**Forecast of polarisability, screening, C6 and C9 for withheld 3d M3+ ions**

The table holds coupled and uncoupled dipole polarisabilities, their ratio, C6 and C9 of trivalent 3d ions from spherical, spin-polarised, scalar-relativistic PBE atoms with Sternheimer response (Hartree and adiabatic LDA kernel). The program brackets the uncoupled polarisability, a one-mode screening constant K = 1/α − 1/α0 and two one-pole indices from six known rows, and propagates them to ranges for Ni3+ and Zn3+. Both polarisabilities, C6 and C9 fall inside their ranges, with midpoints within 3% of the computed values. The ratio α/α0 stays at 0.814 and misses both ranges, because K grows two to three times as fast as the bracket allowed. A power law in Z fitted to Cr3+, Fe3+ and Co3+ gives α of the withheld ions to about 1% but is 25% too high for Sc3+.

Spherical 3+ ions of the 3d series in their NIST ground configurations, with open shells filled at highest spin, computed with the radks radial solver and Libxc 1. All-electron, spin-polarised, scalar-relativistic PBE with a Fermi nucleus. Linear response is from Sternheimer equations, with the Hartree and adiabatic LDA kernel in the coupled values; atomic units.

## Analysis program

```python
# Table: coupled/uncoupled dipole polarisability, C6, C9 of 3d M3+ ions; radks, PBE, scalar-relativistic,
# spin-polarised spherical atoms, Sternheimer response with Hartree + ALDA kernel (atomic units).
# Tested: bracketed alpha0 -> one-mode screening K -> one-pole C6, C9; forecast of the withheld rows.
T = {
    'ion': ['Sc3+', 'Ti3+', 'V3+', 'Cr3+', 'Fe3+', 'Co3+', 'Ni3+', 'Zn3+'],
    'Z': [21, 22, 23, 24, 26, 27, 28, 30],
    'N': [18, 19, 20, 21, 23, 24, 25, 27],
    'configuration': ['[Ne] 3s2 3p6', '[Ar] 3d1', '[Ar] 3d2', '[Ar] 3d3', '[Ar] 3d5', '[Ar] 3d6', '[Ar] 3d7', '[Ar] 3d9'],
    'dipole_polarisability': [2.154, 2.343, 2.334, 2.236, 1.964, 1.899, 1.808, 1.605],  # bohr³
    'uncoupled_dipole_polarisability': [3.411, 3.326, 3.119, 2.877, 2.421, 2.335, 2.22, 1.972],  # bohr³
    'c6': [5.701, 6.05, 5.965, 5.653, 4.815, 4.577, 4.285, 3.665],  # a.u.
    'c9_triple_dipole': [9.034, 9.959, 9.627, 8.678, 6.444, 5.882, 5.224, 3.949],  # a.u.
    'screening': [0.632, 0.704, 0.749, 0.777, 0.811, 0.813, 0.814, 0.814],
}
HELD = [6, 7]  # rows withheld from the fit
import numpy as np, itertools
ion = T['ion']
f = lambda k: np.array(T[k], float)
Z, nd = f('Z'), f('N') - 18
a, a0 = f('dipole_polarisability'), f('uncoupled_dipole_polarisability')
c6, c9, S = f('c6'), f('c9_triple_dipole'), f('screening')
kn = [i for i in range(len(ion)) if i not in HELD]
d = {int(nd[i]): i for i in kn}          # known rows by 3d count
K = 1/a - 1/a0; w = 4*c6/(3*a**2); Ne = a*w**2; r = c9/(0.75*a*c6)
print("ion nd | S | K=1/a-1/a0 [bohr^-3] | one-pole w [Ha] | Neff | r=C9/(0.75 a C6)")
for i in kn:
    print(f"{ion[i]} {nd[i]:.0f} | {S[i]:.3f} | {K[i]:.4f} | {w[i]:.3f} | {Ne[i]:.3f} | {r[i]:.4f}")
c, h = d[6], 5e-4
print(f"rounding floor at Co: a {100*h/a[c]:.3f}%, K {h/a[c]**2+h/a0[c]**2:.4f}, "
      f"Neff {Ne[c]*(2*h/c6[c]+3*h/a[c]):.3f}, r {r[c]*h*(1/c9[c]+1/a[c]+1/c6[c]):.4f}")
print("step per electron: da0, da [bohr^3] | dln a0, dln S, dln a [%] | backtest err% a(prev K), C6(prev Neff)")
for i, j in zip(kn[:-1], kn[1:]):
    n = nd[j] - nd[i]; L = lambda x: 100*np.log(x[j]/x[i])/n
    ea = 100*(a0[j]/(1+K[i]*a0[j])/a[j]-1); ec = 100*(0.75*np.sqrt(Ne[i])*a[j]**1.5/c6[j]-1)
    print(f"{ion[i]}>{ion[j]}: {(a0[j]-a0[i])/n:+.3f} {(a[j]-a[i])/n:+.3f} | "
          f"{L(a0):+.2f} {L(a/a0):+.2f} {L(a):+.2f} | {ea:+.1f} {ec:+.1f}")
ls = lambda p, q: np.log(a0[d[q]]/a0[d[p]])/(q-p)
bt = a0[d[5]]*np.exp(ls(3, 5))
print(f"kink: Cr>Fe log slope gives a0(Co)={bt:.3f} vs {a0[c]:.3f} ({100*(bt/a0[c]-1):+.1f}%)")
off = ls(5, 6) - ls(0, 1)
echo = [ls(1, 2)+off, ls(2, 3)+off, ls(3, 5)+off, ls(3, 5)+off]
sK = K[c]-K[d[5]]; sN = (Ne[c]-Ne[d[3]])/3; sr = (r[c]-r[d[3]])/3
print(f"a0 log steps %: persist {100*ls(5,6):.2f}; echo offset {100*off:.2f}, d7..d9", np.round(100*np.array(echo[:3]), 2))
print(f"slopes per electron: K {sK:+.4f} bohr^-3, Neff {sN:+.3f}, r {sr:+.4f}")
fit = [d[3], d[5], d[6]]
pw = np.polyfit(np.log(Z[fit]), np.log(a[fit]), 1)
riv = lambda i: np.exp(np.polyval(pw, np.log(Z[i])))
print(f"rival a~Z^p (fit Cr,Fe,Co; Sc-V left out, K still collapsing): p={pw[0]:.2f}")
print(" rival err %:", " ".join(f"{ion[i]} {100*(riv(i)/a[i]-1):+.1f}" for i in kn))
def chain(x0, k, ne, rr):
    x = x0/(1+k*x0); y = 0.75*np.sqrt(ne)*x**1.5
    return [x0, x, x/x0, y, rr*0.75*x*y]
names = ['a0 [bohr^3]', 'a [bohr^3]', 'S', 'C6 [au]', 'C9 [au]']
assert all(np.diff(a0[kn]) < 0) and all(np.diff(S[kn]) > 0)
assert a[d[1]] > a[d[0]] and ls(5, 6) > ls(3, 5)
assert np.ptp(K[fit]) < 0.05*K[fit].mean()
assert all(r[kn] < 1) and all(np.diff(r[kn]) < 0)
prev = c
for i in HELD:
    m = int(nd[i]-6)
    B = [(a0[c]*np.exp(sum(echo[:m])), a0[c]*np.exp(m*ls(5, 6))), (K[c], K[c]+m*sK),
         (Ne[c], Ne[c]+m*sN), (r[c]+m*sr, r[c])]
    P = np.array([chain(*q) for q in itertools.product(*B)])
    lo, hi = P.min(0), P.max(0)
    print(f"== {ion[i]} d{nd[i]:.0f}: brackets K {B[1][0]:.4f}-{B[1][1]:.4f}, "
          f"Neff {B[2][0]:.2f}-{B[2][1]:.2f}, r {B[3][0]:.3f}-{B[3][1]:.3f}")
    for nm, l, u, v in zip(names, lo, hi, [a0[i], a[i], S[i], c6[i], c9[i]]):
        mid, hw = (l+u)/2, (u-l)/2
        print(f" {nm}: {mid:.3f}+-{hw:.3f} ({l:.3f}-{u:.3f}); computed {v:.3f}; miss {mid-v:+.3f} "
              f"({100*(mid/v-1):+.1f}%, {abs(mid-v)/hw:.2f} bars) {'in' if l <= v <= u else 'OUT'}")
    print(f" computed K {K[i]:.4f}, w {w[i]:.3f} Ha, Neff {Ne[i]:.3f}, r {r[i]:.4f}; rival a {riv(i):.3f} ({100*(riv(i)/a[i]-1):+.1f}%)")
    n = nd[i]-nd[prev]
    print(f" per electron from {ion[prev]}: da0 {(a0[i]-a0[prev])/n:+.3f}, dln a0 {100*np.log(a0[i]/a0[prev])/n:+.2f}%, "
          f"dln a {100*np.log(a[i]/a[prev])/n:+.2f}%, dK {(K[i]-K[prev])/n:+.4f}")
    prev = i
```

Output:

```
ion nd | S | K=1/a-1/a0 [bohr^-3] | one-pole w [Ha] | Neff | r=C9/(0.75 a C6)
Sc3+ 0 | 0.632 | 0.1711 | 1.638 | 5.782 | 0.9809
Ti3+ 1 | 0.704 | 0.1261 | 1.469 | 5.059 | 0.9368
V3+ 2 | 0.749 | 0.1078 | 1.460 | 4.975 | 0.9220
Cr3+ 3 | 0.777 | 0.0996 | 1.508 | 5.082 | 0.9154
Fe3+ 5 | 0.811 | 0.0961 | 1.664 | 5.441 | 0.9086
Co3+ 6 | 0.813 | 0.0983 | 1.692 | 5.438 | 0.9023
rounding floor at Co: a 0.026%, K 0.0002, Neff 0.005, r 0.0004
step per electron: da0, da [bohr^3] | dln a0, dln S, dln a [%] | backtest err% a(prev K), C6(prev Neff)
Sc3+>Ti3+: -0.085 +0.189 | -2.52 +10.93 +8.41 | -9.5 +6.9
Ti3+>V3+: -0.207 -0.009 | -6.43 +6.04 -0.38 | -4.1 +0.8
V3+>Cr3+: -0.242 -0.098 | -8.08 +3.79 -4.29 | -1.8 -1.1
Cr3+>Fe3+: -0.228 -0.136 | -8.63 +2.14 -6.49 | -0.7 -3.4
Fe3+>Co3+: -0.086 -0.065 | -3.62 +0.25 -3.37 | +0.4 +0.0
kink: Cr>Fe log slope gives a0(Co)=2.221 vs 2.335 (-4.9%)
a0 log steps %: persist -3.62; echo offset -1.09, d7..d9 [-7.52 -9.17 -9.72]
slopes per electron: K +0.0022 bohr^-3, Neff +0.119, r -0.0044
rival a~Z^p (fit Cr,Fe,Co; Sc-V left out, K still collapsing): p=-1.42
 rival err %: Sc3+ +25.1 Ti3+ +7.6 V3+ +1.4 Cr3+ -0.4 Fe3+ +1.2 Co3+ -0.8
== Ni3+ d7: brackets K 0.0983-0.1005, Neff 5.44-5.56, r 0.898-0.902
 a0 [bohr^3]: 2.209+-0.043 (2.166-2.252); computed 2.220; miss -0.011 (-0.5%, 0.26 bars) in
 a [bohr^3]: 1.811+-0.033 (1.779-1.844); computed 1.808; miss +0.003 (+0.2%, 0.10 bars) in
 S: 0.820+-0.005 (0.815-0.824); computed 0.814; miss +0.006 (+0.7%, 1.30 bars) OUT
 C6 [au]: 4.287+-0.139 (4.149-4.426); computed 4.285; miss +0.002 (+0.1%, 0.02 bars) in
 C9 [au]: 5.246+-0.277 (4.969-5.523); computed 5.224; miss +0.022 (+0.4%, 0.08 bars) in
 computed K 0.1026, w 1.748 Ha, Neff 5.523, r 0.8991; rival a 1.789 (-1.1%)
 per electron from Co3+: da0 -0.115, dln a0 -5.05%, dln a -4.91%, dK +0.0043
== Zn3+ d9: brackets K 0.0983-0.1050, Neff 5.44-5.79, r 0.889-0.902
 a0 [bohr^3]: 1.944+-0.151 (1.793-2.095); computed 1.972; miss -0.028 (-1.4%, 0.19 bars) in
 a [bohr^3]: 1.623+-0.114 (1.509-1.737); computed 1.605; miss +0.018 (+1.1%, 0.16 bars) in
 S: 0.835+-0.015 (0.820-0.850); computed 0.814; miss +0.021 (+2.6%, 1.38 bars) OUT
 C6 [au]: 3.688+-0.446 (3.242-4.133); computed 3.665; miss +0.023 (+0.6%, 0.05 bars) in
 C9 [au]: 4.061+-0.798 (3.263-4.859); computed 3.949; miss +0.112 (+2.8%, 0.14 bars) in
 computed K 0.1160, w 1.897 Ha, Neff 5.776, r 0.8951; rival a 1.621 (+1.0%)
 per electron from Ni3+: da0 -0.124, dln a0 -5.92%, dln a -5.95%, dK +0.0067
```
